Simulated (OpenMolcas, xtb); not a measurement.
# GeNH4Cl (SMILES [NH2][GeH2][Cl]): methods side by side

GeNH4Cl has 7 atoms, charge 0, and is taken as a singlet. As SMILES, `[NH2][GeH2][Cl]`. Geometry: relaxed at PBE0-D4/def2-TZVP. This is one conformer, not always the lowest.

Each level gives the electronic atomisation energy (eV). The values are calculated. Electronic energies at fixed atoms, without zero-point motion or spin-orbit coupling.

```
          level                   kind     program  value (eV)  less CCSD(T)/cc-pVDZ  CPU time (all runs)
       GFN2-xTB         semi-empirical         xtb       27.54                 +8.22            under 2 s
     HF/cc-pVDZ           Hartree–Fock  OpenMolcas       14.26                 -5.06                 11 s
  SVWN5/cc-pVDZ                    LDA  OpenMolcas       23.92                 +4.60                 22 s
 revPBE/cc-pVDZ                    GGA  OpenMolcas       20.16                 +0.84                 31 s
   TPSS/cc-pVDZ               meta-GGA  OpenMolcas       21.03                 +1.71                 41 s
 r2SCAN/cc-pVDZ               meta-GGA  OpenMolcas       20.78                 +1.46                 53 s
  B3LYP/cc-pVDZ          global hybrid  OpenMolcas       20.53                 +1.21                 29 s
CCSD(T)/cc-pVDZ  coupled cluster or CI  OpenMolcas       19.32                  0.00                 33 s
```

Differences are taken from CCSD(T)/cc-pVDZ for orientation; it has basis-set and higher-order errors of its own. All-electron rows without a relativistic Hamiltonian named are non-relativistic. The values span 14.26 to 27.54 eV. The xTB rows lack spin polarisation, so open shells miss the exchange term that lowers them. In the correlated wave-function rows the outer d shell of Ge is correlated, in sets not made for it. Times are those of the runs behind each value, whatever else they computed, on shared processors of several kinds: orders of magnitude only.

Hartree–Fock falls 5.06 eV short of CCSD(T) because atomisation breaks electron pairs: correlation stabilises the molecule, with its six bonds' worth of paired electrons, far more than the separated open-shell atoms. LDA errs the other way, by 4.60 eV. Gradient corrections remove most of that overbinding, since they lower the energy of the free atoms, with their more inhomogeneous densities, more than that of the molecule.

The remaining functionals lie between 20.16 and 21.03 eV, all above the coupled-cluster value. Their order of merit is not settled by this. A double-zeta basis recovers too little of the pair correlation gained on bonding, so the CCSD(T) value is probably too low, and revPBE's closeness to it may be partly fortuitous. The large GFN2-xTB excess probably arises mainly in the free atoms, notably nitrogen with its half-filled p shell, and so is poor evidence of overly strong bonds in the molecule. Total atomisation energies also leave the relative strengths of the Ge–N and Ge–Cl bonds undetermined.
